Critical thickness and equilibrium residual strain of a semipolar layer relaxing by basal slip

1. Premises and geometry

A wurtzite layer of uniform composition and thickness h lies on a much thicker substrate and has a free surface. The premises are:

(P1) Linear elasticity with small misfit, and one isotropic medium (shear modulus G, Poisson ratio ν) for layer and substrate. The plane-strain modulus is E′ = 2G/(1 − ν).
(P2) The surface is flat and free of traction, and the substrate is unstrained on average.
(P3) Threading dislocations with b = (1/3)⟨11-20⟩ exist and glide on (0001) without friction. No other slip system acts.
(P4) The nonlinear core is represented by a cutoff radius r0 of order b = |b|, with h ≫ r0.

The basal plane is inclined to the interface by φ, the angle between [0001] and the growth normal z. The axis x is the line where the basal plane cuts the interface, and y is the projection of [0001] on the interface. A thread gliding on (0001) lays its misfit segment along x. With θ the angle between b and x,

b = b (cos θ, sin θ cos φ, sin θ sin φ), n = (0, sin φ, −cos φ), (1)

where n is the glide-plane normal. The angle λ between b and y, the in-plane direction normal to the misfit line, obeys cos λ = sin θ cos φ.

Misfits are referred to the layer: f_a = (a_L − a_S)/a_L and f_c = (c_L − c_S)/c_L. In-plane strains and stresses are counted positive in compression. The axis x lies in the basal plane, so f_x = f_a. A lattice vector along y has a basal part ∝ cos φ and an axial part ∝ sin φ, and the relative change of its length is, to first order,

f_y = f_a cos²φ + f_c sin²φ. (2)

The y–z plane is a mirror plane, so no in-plane shear misfit arises. The out-of-plane shear that comes from f_a ≠ f_c carries no stress, because the free surface requires σ_yz = 0.

2. Stress and glide force

A uniform layer with σ_zz = σ_xz = σ_yz = 0 obeys ε_x = (σ_x − νσ_y)/E and ε_y = (σ_y − νσ_x)/E with E = 2G(1 + ν). Inversion gives

σ_y = E′(ε_y + νε_x), w = (E′/2)(ε_x² + ε_y² + 2νε_xε_y), (3)

where w is the energy density. In the coherent layer σ_y = σ0 = E′g0 with g0 = f_y + νf_x.

The resolved shear stress follows from (1): τ = b·σ·n/b = σ_y cos λ sin φ. The stress σ_x drops out because n_x = 0. Inside the layer the glide plane has width h/sin φ. A thread that advances by dx without change of shape sweeps the area h dx/sin φ, whatever that shape is, and the stress does the work τb per unit area. The glide force is

F_g = τ b h/sin φ = σ_y b h cos λ. (4)

The sense of motion is the one that leaves the extra half-plane on the substrate side, which relieves compression. The same advance lengthens the misfit segment by dx and costs E_d dx, while the energy of the translated thread is unchanged. The opposing line tension is therefore exactly E_d, the energy per length of a straight dislocation at depth h.

3. Energy of a misfit line below a free surface

Let s be the depth below the surface. The edge part of b, with components b_y and b_z (the latter taken along s), is a plane-strain problem with Airy function χ: σ_yy = ∂s²χ, σ_ss = ∂y²χ, σ_ys = −∂y∂sχ. Hooke's law turns the incompatibility η of the elastic strain into ∇⁴χ = E′η. A displacement jump b across a half-line ending at the dislocation gives η = Dδ²(r − r1) with D = b_y∂s − b_z∂y. Zero traction allows χ = ∂sχ = 0 at s = 0. The energy density is (∇²χ)²/2E′ − det σ/2G. The determinant is a divergence that vanishes with these boundary values, and two partial integrations leave the energy ½∫χη. Two lines with equal b then interact with the energy E′D1D2Γ(r1, r2), where Γ solves ∇⁴Γ = δ² with Γ = ∂sΓ = 0 at the surface. Its Fourier transform along y is (k > 0)

Γ_k = (1/4k³){(1 + k|s − s′|)exp(−k|s − s′|) − [1 + k(s + s′) + 2k²ss′]exp(−k(s + s′))}. (5)

Both terms are annihilated by (∂s² − k²)² for s ≠ s′, the third derivative of the first jumps by 1 at s = s′, and value and slope cancel at s = 0. Apply D1D2 with ∂y → ik, ∂y′ → −ik and set s = s′ = h. The cross term is ∝ (∂s − ∂s′)Γ_k and vanishes by symmetry. With ξ = 2kh,

Ω(k) = (1/4k){b_y²[1 − (1 − ξ + ξ²/2)e^(−ξ)] + b_z²[1 − (1 + ξ + ξ²/2)e^(−ξ)]}. (6)

As k → 0, Ω → b_y²h: a uniform density of b_y strains the layer, while a uniform density of b_z only tilts it, at no cost in energy.

The self-energy is defined as half the interaction of the line with a copy displaced by r0 along the glide plane. This equals half the work of the line's own shear traction on a cut that runs along the glide plane from the surface to r0. First displace the copy along y, which gives (E′/2π)∫cos(kr0)Ω dk over k > 0. For r0 ≪ h the integrals are ∫[cos(kr0) − e^(−2kh)]dk/k = ln(2h/r0), ∫e^(−ξ)dξ = 1 and ∫(ξ/2)e^(−ξ)dξ = 1/2, so the result is (E′/8π)[(b_y² + b_z²)ln(2h/r0) + b_y²/2 − 3b_z²/2]. The direction of the displacement matters only in the singular part r² ln r/8π of Γ, for which D1D2 yields [−b_e² ln r + (b_e·r̂)²]/4π plus a constant, with b_e = b sin θ the edge part. Turning r̂ from y to the direction of b_e adds (E′/8π)(b_e² − b_y²) = (E′/8π)b_z². Hence

E_edge = (E′b_e²/8π)[ln(2h/r0) + ½ cos 2φ]. (7)

The screw part b cos θ is an antiplane problem, solved by an opposite image at distance 2h, and gives (Gb²cos²θ/4π) ln(2h/r0). It does not couple to the edge part in an isotropic medium. Since sin²θ + (1 − ν)cos²θ = 1 − ν cos²θ, the sum is

E_d = K L(h), K = Gb²(1 − ν cos²θ)/[4π(1 − ν)], L = ln(2h/r0) + sin²θ cos 2φ/[2(1 − ν cos²θ)]. (8)

The convention of the Matthews–Blakeslee treatment (1974) is L = ln(h/b) + 1. By (8) this is a choice of cutoff; for a pure edge line it means r0 = 2b exp(½ cos 2φ − 1). Elasticity fixes the dependence on h, while the constant contains the core energy and is uncertain by an amount of order one.

4. Critical thickness

The thread advances when F_g > E_d. Setting E′g0 b h cos λ = K L and cancelling G/(1 − ν),

h_c = b(1 − ν cos²θ)[ln(h_c/b) + 1]/[8π(f_y + νf_x) cos λ]. (9)

For equal misfits f_x = f_y = f, the factor f_y + νf_x becomes (1 + ν)f, which is the familiar form for an uncapped layer under equibiaxial misfit. Under a thick cap the thread lays a line at each interface, and the 8π becomes 4π to logarithmic accuracy.

With u = h/b, (9) reads u = A(ln u + 1). The function u − A(ln u + 1) has its minimum −A ln A at u = A and equals 1 − A at u = 1. For A > 1 there are thus two roots; the smaller lies below u = 1, violates (P4) and is discarded. At the larger root the iteration u → A(ln u + 1) has slope 1/L < 1 and converges. A change δ of the constant in L shifts the root by δh_c/h_c = δ/(L − 1).

For a nonpolar plane (φ = 90°) cos λ = 0 and h_c diverges. As φ → 0, h_c stays finite, but τ vanishes while the thread length diverges, so any friction stops the glide; on the c plane basal slip is not driven at all.

5. Residual strain in the mean-field form

Let ρ = 1/p parallel lines per unit length of y lie in the interface. Each removes the length b cos λ from the layer along y, so the mean strain obeys

f_y − ε_y = b cos λ/p, ε_x = f_x, tilt = b sin θ sin φ/p. (10)

The tilt is about x and has one sense, since only one family of basal planes exists. For mixed lines the two signs of the screw part are taken equally often, so that no mean shear ε_xy builds up.

The Matthews–Blakeslee estimate adds the energy of the mean strain to ρ isolated line energies, W = h w(f_x, ε_y) + ρ K L. By (3) and (10), ∂(hw)/∂ρ = −σ̄_y b h cos λ with σ̄_y = E′(ε_y + νf_x), so dW/dρ = 0 is the force balance with the mean stress in place of σ0:

ε_y(h) = b(1 − ν cos²θ)[ln(h/b) + 1]/(8πh cos λ) − νf_x, p = b cos λ/(f_y − ε_y). (11)

It is the stress σ̄_y that decays as ln(h)/h. Because basal slip leaves ε_x untouched, ε_y passes through zero and tends to −νf_x, a slight tension at which σ_y = 0, and p tends to b cos λ/g0. Only when two equivalent orthogonal arrays relax an equibiaxial misfit, as on cubic (001), may f be replaced by ε in the equibiaxial form of (9). Then W = E′(1 + ν)ε²h + 2ρKL gives ε = b(1 − ν cos²θ)L/[8π(1 + ν)h cos λ] with p = b cos λ/(f − ε).

6. The periodic array

Equation (11) lets the lines interact only through the mean strain. The neglected part follows from (6). Take pure edge lines (θ = 90°, λ = φ, K = E′b²/8π). Summing over a periodic array replaces ∫dk/2π by (1/p)Σ over k = 2πn/p. Put t = 4πh/p, so that ξ = nt for n > 0. The term n = 0 gives E′b_y²h/2p = K t cos²λ per line, which is the quadratic part of the mean-strain energy. The terms ±n need Σcos(2πn r0/p)/n ≈ ln(p/2πr0), Σe^(−nt)/n = −ln(1 − e^(−t)), Σt e^(−nt) = B and Σn t² e^(−nt) = Q, with

B = t/(e^t − 1), Q = t²/[4 sinh²(t/2)].

Adding the same direction term b_z² as in (7) and using p/2πr0 = (2h/r0)/t, the energy per line is K[L + U(t) + t cos²λ], where

U = ln[(1 − e^(−t))/t] + (B − 1) cos 2λ + (1 − Q)/2. (12)

The total energy is the coherent energy, minus the work ρσ0 b h cos λ, plus ρ times the energy per line. This equals h w(f_x, ε_y) + ρK(L + U). Since t ∝ ρ, the minimum satisfies

σ̄_y b h cos λ = K[L + V(t)], (13)

V = d(tU)/dt = ln[(1 − e^(−t))/t] + B − ½ + (2B − Q − 1) cos 2λ − 3Q/2 + (t/2) Q coth(t/2).

Dividing by K and using (10), (13) becomes one equation for t: 2t cos²λ + V(t) = 8πg0 u cos λ − L. Equation (11) is the case V = 0.

For p ≫ h, U = −t cos²λ + t²cos²λ/6 + …, and the first term cancels the mean-field repulsion: the surface screens the lines, whose interaction falls as h²/y². Then t²cos²λ/2 = (L − 1)(h − h_c)/h_c near threshold. The onset remains at h_c, but ρ grows as (h − h_c)^½, not linearly as in (11). For p ≪ h, V → −ln t − ½ − cos 2λ and

L + V → ln(p/2πr0) − cos²λ. (14)

The neighbours cut off the logarithm, and since p saturates, σ̄_y falls as 1/h without the factor ln h. In both limits V < 0, so (11) overstates the equilibrium stress.

7. Illustration: In0.10Ga0.90N on (11-22) GaN

Inputs, all approximate room-temperature values: GaN a = 3.189 Å, c = 5.185 Å; InN a = 3.54 Å, c = 5.70 Å; linear interpolation of lattice constants; GaN stiffnesses C11 = 390, C12 = 145, C13 = 106, C33 = 398, C44 = 105 GPa, used for both materials. Their Voigt averages are G = 121 GPa and bulk modulus 210 GPa, so ν = 0.26 and E′ = 327 GPa.

On (11-22), x is [1-100] and y is [-1-123], a lattice vector with basal and axial parts in the ratio a : c. Thus tan φ = c/a = 1.626, φ = 58.4°, cos φ = 0.524, sin φ = 0.852, cos²φ = 0.2745 and cos 2φ = −0.451. The vector (1/3)[11-20] is normal to x (θ = 90°). The other two basal vectors have θ = 30°, and their factor (1 − ν cos²θ)/sin θ in (9) is 1.61 against 1, so the edge line forms first. Take b = 0.319 nm. The convention L = ln(h/b) + 1 then means r0 = 0.59 b.

The layer has a_L = 3.2241 Å and c_L = 5.2365 Å, so f_x = f_a = 0.01089, f_c = 0.00983, f_y = 0.01012, νf_x = 0.00283 and g0 = 0.01295. The coherent stresses are σ0 = 4.23 GPa and τ = 1.89 GPa, and K = 1.32 nN. With A = 1/(8πg0 cos λ) = 5.86, the root of (9) is u ≈ 25, L ≈ 4.2 and

h_c ≈ 7.9 nm.

The terms left out have these sizes.

Core: doubling or halving r0 moves h_c to 6.1 nm or 9.5 nm.

Surface step: the glide creates or removes a step of height b sin φ. With a typical surface energy of 2 J/m² this is about 0.54 nN, or 0.41 K, and it shifts h_c by about ±13 %.

Anisotropy: with the compliances S of the crystal, S_yy = S11cos⁴φ + S33sin⁴φ + (2S13 + S44)sin²φcos²φ and S_xy = S12cos²φ + S13sin²φ replace 1/E and −ν/E. Then σ_y = S11(ε_y − S_xyε_x/S11)/(S11S_yy − S_xy²) = 309 GPa × (ε_y + 0.22 ε_x), which is 3.87 GPa in the coherent layer. The Airy problem with the orthotropic compliances of the plane normal to x replaces G/(1 − ν) in K by (C̄ + C13){C44(C̄ − C13)/[C33(C̄ + C13 + 2C44)]}^½ with C̄ = (C11C33)^½. This is 164 GPa, and the isotropic average also rounds to 164 GPa. With the same L, h_c becomes 8.9 nm.

The supported statement is h_c ≈ 8 nm, within about 2 nm.

Above h_c, with L = ln(h/b) + 1 in both models:

Mean-field form (11)
h = 10 nm: L = 4.4, σ̄_y/σ0 = 0.83, ε_y = 0.79 %, p = 77 nm
h = 30 nm: L = 5.5, σ̄_y/σ0 = 0.35, ε_y = 0.16 %, p = 20 nm
h = 100 nm: L = 6.7, σ̄_y/σ0 = 0.13, ε_y = −0.12 %, p = 15 nm

Periodic array (13)
h = 10 nm: t = 3.4, V = −1.0, σ̄_y/σ0 = 0.65, ε_y = 0.55 %, p = 37 nm
h = 30 nm: t = 25, V = −3.3, σ̄_y/σ0 = 0.14, ε_y = −0.10 %, p = 15 nm
h = 100 nm: t = 93, V = −4.6, σ̄_y/σ0 = 0.04, ε_y = −0.23 %, p = 13 nm

For this λ the function 2t cos²λ + V rises monotonically, so each root is the single minimum. Both models tend to ε_y = −0.28 %, p = 13 nm and a tilt g0 tan φ = 1.2°. The interaction term V is comparable to L: the mean-field spacing is twice the array value at 10 nm, and the mean-field stress is more than twice the array value at 30 nm and 100 nm.

8. Range of validity

Equation (9) holds for an isolated, pre-existing, frictionless thread in a flat uncapped layer with h_c ≫ b, that is A well above 1. Its accuracy is logarithmic, about 1/(L − 1) per unit of uncertainty in the core constant, and it worsens quickly as the misfit rises and h_c approaches a few b. Different definitions of the misfit change g0 only in relative order f.

Equation (11) gives the correct threshold and the correct saturation values of ε_y, p and tilt. In between it is an order-of-magnitude estimate of the residual stress, and (13) should be used for a regular array of edge lines. The geometric relations (10) hold for any array of these lines, in equilibrium or not.

All results describe equilibrium under basal slip alone. Lattice friction τ_f replaces τ by τ − τ_f in (4), and thermally activated glide needs time at the growth temperature, where the misfit also differs somewhat from its room-temperature value. The supply of threads can limit the relaxation: N threads per area, each gliding a distance ℓ, give ρ = Nℓ, so p = 15 nm with N = 10⁶ cm⁻², typical of bulk GaN substrates, requires ℓ = 6.7 mm unless new loops nucleate or multiply. These effects delay the relaxation, which makes h_c a lower bound on the thickness at which this mechanism relieves appreciable strain. Dissociation into partials, surface roughening, V-shaped pits and composition gradients lie outside the premises. The strain f_x stays in the layer at all thicknesses, and once inclined prismatic or pyramidal planes begin to relieve it, ε_x in (3) becomes a second variable and f_x in (11) and (13) must be replaced by its current value.